**Mo⁵⁺ 4d¹ in an octahedral field: first gap and stabilisation energy against 10Dq**

The table holds the first gap and the stabilisation energy of Mo⁵⁺ for twelve values of 10Dq, from a one-configuration Dirac-Coulomb-Breit calculation in a parametric Oh crystal field. The program fits one spin-orbit constant $\zeta$ to the gaps with the exact two-level mixing of the $t_{2g}$ and $e_g$ G8 states, and compares it with second-order perturbation theory and with a form $a+b/10Dq$. With $\zeta=981.0$ cm⁻¹ the gaps, the stabilisation energies (zero at the free-ion $J=3/2$ level) and the third level are reproduced to the rounding, while second order overshoots by 2.8 cm⁻¹ at the lowest field. The uneven steps in the stabilisation energy follow the uneven steps in 10Dq. The same model reproduces $\chi T$ in the three rows checked and separates its Curie and Van Vleck parts.

Radial Dirac CI 1, Dirac-Coulomb-Breit CI with model QED and KLI orbitals. The system is Mo5+ with open shell 4d, treated as one configuration in a parametric crystal field of Oh symmetry.

## Analysis program

```python
# Table: Mo5+ 4d1 in a parametric Oh crystal field (radial Dirac CI, Dirac-Coulomb-Breit, one configuration):
# first gap and stabilisation energy (cm-1) against 10Dq. Tested: d1 model H = 10Dq(P_eg-0.4) + zeta l.s,
# one fitted zeta; exact 2x2 G8 mixing against second order and a + b/10Dq; search for rows beyond rounding.
T = {
    'ten_dq': [8500, 15350, 22150, 28950, 35800, 42600, 49400, 56200, 63050, 69850, 76650, 83500],  # cm⁻¹
    'first_gap': [1629.3, 1562.1, 1535.1, 1520.5, 1511.3, 1505.0, 1500.4, 1497.0, 1494.2, 1492.0, 1490.2, 1488.7],  # cm⁻¹
    'stabilisation_energy': [-2576.8, -5249.6, -7942.6, -10648, -13379, -16092, -18808, -21524, -24262, -26980, -29698, -32436],  # cm⁻¹
}
import numpy as np
from scipy.optimize import least_squares
from scipy import constants as c
X = np.array(T['ten_dq'], float); G = np.array(T['first_gap'], float); S = np.array(T['stabilisation_energy'], float)
# further outputs of the same runs (typed, less vetted): third level, ground effective J, chiT at 2, 5, 300 K
E3 = np.array([9306.1,16021.7,22767.7,29538.4,36370.0,43157.5,49948.3,56741.4,63585.9,70381.5,77177.9,84024.9])
Jr = [1.82,1.87,1.90,1.91,1.92,1.92,1.93,1.93,1.93,1.93,1.93,1.94]
chi = {0:(0.03132974,0.03226111,0.1238734), 4:(0.002814264,0.003849629,0.105689), 11:(0.001100474,0.002152723,0.1056503)}
L = lambda x, z: np.sqrt((x+z/2)**2/4 + 1.5*z*z) - (x+z/2)/2
L2 = lambda x, z: 1.5*z*z/(x+z/2)
z = least_squares(lambda p: 1.5*p[0]+L(X,p[0])-G, [1e3]).x[0]
z2 = least_squares(lambda p: 1.5*p[0]+L2(X,p[0])-G, [1e3]).x[0]
b, a = np.polyfit(1/X, G, 1)
l = L(X, z); fl = np.where(abs(S) < 1e4, 0.05, 0.5)
rG = G-1.5*z-l; r2 = G-1.5*z-L2(X,z); rP = G-a-b/X; rS = S-(-0.4*X+z-l); sr = G+S+0.4*X
print(f"zeta (exact 2x2, gaps only) {z:.2f} cm-1; 3z/2 {1.5*z:.1f}; 5z/2 {2.5*z:.1f}; rounding: gap 0.05, stab 0.05/0.5")
print("10Dq z/10Dq gap-3z/2 L res_exact res_2nd res_a+b/x | stab+0.4x res_stab floor | gap+stab+0.4x | eg% (cm-1)")
for i in range(len(X)):
    w = 100*l[i]/(X[i]+z/2+2*l[i])
    print(f"{X[i]:.0f} {z/X[i]:.4f} {G[i]-1.5*z:.1f} {l[i]:.2f} {rG[i]:+.2f} {r2[i]:+.2f} {rP[i]:+.2f} | {S[i]+0.4*X[i]:.1f} {rS[i]:+.2f} {fl[i]} | {sr[i]:.1f} | {w:.3f}")
k = np.argmax(abs(rG)); k2 = np.argmax(abs(rS)/fl)
print(f"worst gap res {rG[k]:+.3f} at {X[k]:.0f}; worst stab res/floor {rS[k2]/fl[k2]:+.2f} at {X[k2]:.0f}")
q = G-1.5*z2-L2(X,z2)
print(f"2nd order refitted: zeta {z2:.2f}, max res {abs(q).max():.2f}; a+b/x: a {a:.1f}, b {b:.4g}, max res {abs(rP).max():.2f}")
print(f"zeta from sum rule: mean {sr.mean()/2.5:.2f}, first three rows {sr[:3].mean()/2.5:.2f}; spread of sum {np.ptp(sr):.2f}")
rb = S-(-0.4*X-z/2-l)
print(f"barycentre zero instead of J=3/2: stab res {rb.min():.1f} to {rb.max():.1f}")
print(f"gap fall total {G[0]-G[-1]:.1f} ({100*(1-G[-1]/G[0]):.1f}%), first step {G[0]-G[1]:.1f} ({100*(G[0]-G[1])/(G[0]-G[-1]):.0f}% of fall), last {G[-2]-G[-1]:.1f}")
print(f"|stab|/(0.4x): first {-S[0]/(0.4*X[0]):.3f}, last {-S[-1]/(0.4*X[-1]):.3f}; 10Dq ratio {X[-1]/X[0]:.2f}; L ratio {l[0]/l[-1]:.2f}")
print("10Dq steps:", np.diff(X).astype(int).tolist())
print("stab steps:", np.round(np.diff(S), 0).astype(int).tolist())
print("stab slopes:", " ".join(f"{v:.4f}" for v in np.diff(S)/np.diff(X)), "(floor up to 0.00015)")
r3 = E3-(X+z/2+2*l)
print(f"third level: max res {abs(r3).max():.2f}; excess over 10Dq {E3[0]-X[0]:.1f} to {E3[-1]-X[-1]:.1f}")
for x in (0., 500., 1000., 2000., 4000.):
    print(f"model only 10Dq {x:.0f}: gap {1.5*z+L(x,z):.0f}, 2nd order {1.5*z+L2(x,z):.0f}, third {x+z/2+2*L(x,z):.0f}, eg {100*L(x,z)/(x+z/2+2*L(x,z)):.0f}%")
m = np.arange(2, -3, -1); lz = np.diag(m*1.); lp = np.diag(np.sqrt(6-m[1:]*(m[1:]+1.)), 1)
sz = np.diag([.5, -.5]); sp = np.array([[0, 1.], [0, 0]])
ls = np.kron(lz, sz) + .5*(np.kron(lp, sp.T)+np.kron(lp.T, sp))
P = np.zeros((5, 5)); P[2, 2] = 1; P[np.ix_([0, 4], [0, 4])] = .5
V = np.kron(P-0.4*np.eye(5), np.eye(2))
kc = c.k/(c.h*c.c*100); ge = -c.physical_constants['electron g factor'][0]
C0 = c.N_A*c.physical_constants['Bohr magneton'][0]**2/c.k*c.mu_0/(4*np.pi)*1e6
def mod(x, g, t):
    E, U = np.linalg.eigh(x*V+z*ls); E = E-E[0]
    M2 = (U.T@(np.kron(lz, np.eye(2))+g*np.kron(np.eye(5), sz))@U)**2
    d = E[None, :]-E[:, None]; dg = abs(d) < 1e-4; p = np.exp(-E/(kc*t))
    f = np.where(dg, 1., 2*kc*t/np.where(dg, 1., d))
    J2 = 6.75+2*U[:, 0]@ls@U[:, 0]
    return C0*(p@(M2*f).sum(1))/p.sum(), (np.sqrt(1+4*J2)-1)/2
print("J eff model:", " ".join(f"{mod(x,2,2)[1]:.3f}" for x in X))
print("J eff runs: ", " ".join(f"{j:.2f}" for j in Jr), f"; pure t2g {(24**.5-1)/2:.3f}")
print(f"chiT cm3K/mol; spin-only {C0*ge**2/4:.4f}; pure-t2g Van Vleck slope {4*C0*kc/(3*z):.4e} cm3/mol")
for i, (u, v, w) in chi.items():
    s = (v-u)/3
    print(f"{X[i]:.0f} run: Curie {u-2*s:.6f}, slope {s:.4e}, 2K {u:.6f}, 300K {w:.5f}, Curie share 300K {100*(u-2*s)/w:.1f}%")
    for g in (2.0, ge):
        u1, v1, w1 = [mod(X[i], g, t)[0] for t in (2, 5, 300)]; s1 = (v1-u1)/3
        print(f"   model g={g:.4f}: Curie {u1-2*s1:.6f}, slope {s1:.4e}, err 2K {100*(u1/u-1):+.2f}%, err 300K {100*(w1/w-1):+.2f}%")
assert np.all(np.diff(G) < 0) and np.all(G > 1.5*z)
assert abs(rG).max() < 0.15 and abs(rS).max() < 0.8
assert np.ptp(sr) < 1.2
assert np.argmax(abs(r2)) == 0 and r2[0] < -1
```

Printed output:

```
zeta (exact 2x2, gaps only) 981.01 cm-1; 3z/2 1471.5; 5z/2 2452.5; rounding: gap 0.05, stab 0.05/0.5
10Dq z/10Dq gap-3z/2 L res_exact res_2nd res_a+b/x | stab+0.4x res_stab floor | gap+stab+0.4x | eg% (cm-1)
8500 0.1154 157.8 157.80 -0.01 -2.78 -1.40 | 823.2 -0.01 0.05 | 2452.5 | 1.696
15350 0.0639 90.6 90.61 -0.03 -0.54 +1.56 | 890.4 +0.00 0.05 | 2452.5 | 0.566
22150 0.0443 63.6 63.58 +0.01 -0.17 +1.29 | 917.4 -0.03 0.05 | 2452.5 | 0.279
28950 0.0339 49.0 48.95 +0.04 -0.05 +0.86 | 932.0 -0.06 0.5 | 2452.5 | 0.166
35800 0.0274 39.8 39.73 +0.05 +0.01 +0.49 | 941.0 -0.27 0.5 | 2452.3 | 0.109
42600 0.0230 33.5 33.47 +0.01 -0.01 +0.15 | 948.0 +0.47 0.5 | 2453.0 | 0.078
49400 0.0199 28.9 28.92 -0.03 -0.05 -0.13 | 952.0 -0.09 0.5 | 2452.4 | 0.058
56200 0.0175 25.5 25.45 +0.03 +0.02 -0.26 | 956.0 +0.44 0.5 | 2453.0 | 0.045
63050 0.0156 22.7 22.71 -0.02 -0.03 -0.47 | 958.0 -0.30 0.5 | 2452.2 | 0.036
69850 0.0140 20.5 20.52 -0.03 -0.04 -0.61 | 960.0 -0.49 0.5 | 2452.0 | 0.029
76650 0.0128 18.7 18.71 -0.02 -0.03 -0.71 | 962.0 -0.30 0.5 | 2452.2 | 0.024
83500 0.0117 17.2 17.18 +0.00 -0.00 -0.78 | 964.0 +0.18 0.5 | 2452.7 | 0.020
worst gap res +0.052 at 35800; worst stab res/floor -0.98 at 69850
2nd order refitted: zeta 980.80, max res 2.39; a+b/x: a 1473.5, b 1.336e+06, max res 1.56
zeta from sum rule: mean 980.99, first three rows 981.00; spread of sum 1.00
barycentre zero instead of J=3/2: stab res 1471.0 to 1472.0
gap fall total 140.6 (8.6%), first step 67.2 (48% of fall), last 1.5
|stab|/(0.4x): first 0.758, last 0.971; 10Dq ratio 9.82; L ratio 9.18
10Dq steps: [6850, 6800, 6800, 6850, 6800, 6800, 6800, 6850, 6800, 6800, 6850]
stab steps: [-2673, -2693, -2705, -2731, -2713, -2716, -2716, -2738, -2718, -2718, -2738]
stab slopes: -0.3902 -0.3960 -0.3979 -0.3987 -0.3990 -0.3994 -0.3994 -0.3997 -0.3997 -0.3997 -0.3997 (floor up to 0.00015)
third level: max res 0.05; excess over 10Dq 806.1 to 524.9
model only 10Dq 0: gap 2453, 2nd order 4415, third 2453, eg 40%
model only 10Dq 500: gap 2276, 2nd order 2929, third 2599, eg 31%
model only 10Dq 1000: gap 2140, 2nd order 2440, third 2828, eg 24%
model only 10Dq 2000: gap 1957, 2nd order 2051, third 3461, eg 14%
model only 10Dq 4000: gap 1773, 2nd order 1793, third 5093, eg 6%
J eff model: 1.820 1.875 1.897 1.909 1.916 1.922 1.925 1.928 1.931 1.932 1.934 1.935
J eff runs:  1.82 1.87 1.90 1.91 1.92 1.92 1.93 1.93 1.93 1.93 1.93 1.94 ; pure t2g 1.949
chiT cm3K/mol; spin-only 0.3760; pure-t2g Van Vleck slope 3.5438e-04 cm3/mol
8500 run: Curie 0.030709, slope 3.1046e-04, 2K 0.031330, 300K 0.12387, Curie share 300K 24.8%
   model g=2.0000: Curie 0.030776, slope 3.1003e-04, err 2K +0.21%, err 300K -0.05%
   model g=2.0023: Curie 0.030709, slope 3.1046e-04, err 2K -0.00%, err 300K +0.00%
35800 run: Curie 0.002124, slope 3.4512e-04, 2K 0.002814, 300K 0.10569, Curie share 300K 2.0%
   model g=2.0000: Curie 0.002140, slope 3.4460e-04, err 2K +0.52%, err 300K -0.13%
   model g=2.0023: Curie 0.002124, slope 3.4512e-04, err 2K -0.00%, err 300K +0.00%
83500 run: Curie 0.000399, slope 3.5075e-04, 2K 0.001100, 300K 0.10565, Curie share 300K 0.4%
   model g=2.0000: Curie 0.000406, slope 3.5022e-04, err 2K +0.50%, err 300K -0.15%
   model g=2.0023: Curie 0.000399, slope 3.5075e-04, err 2K -0.00%, err 300K +0.00%
```
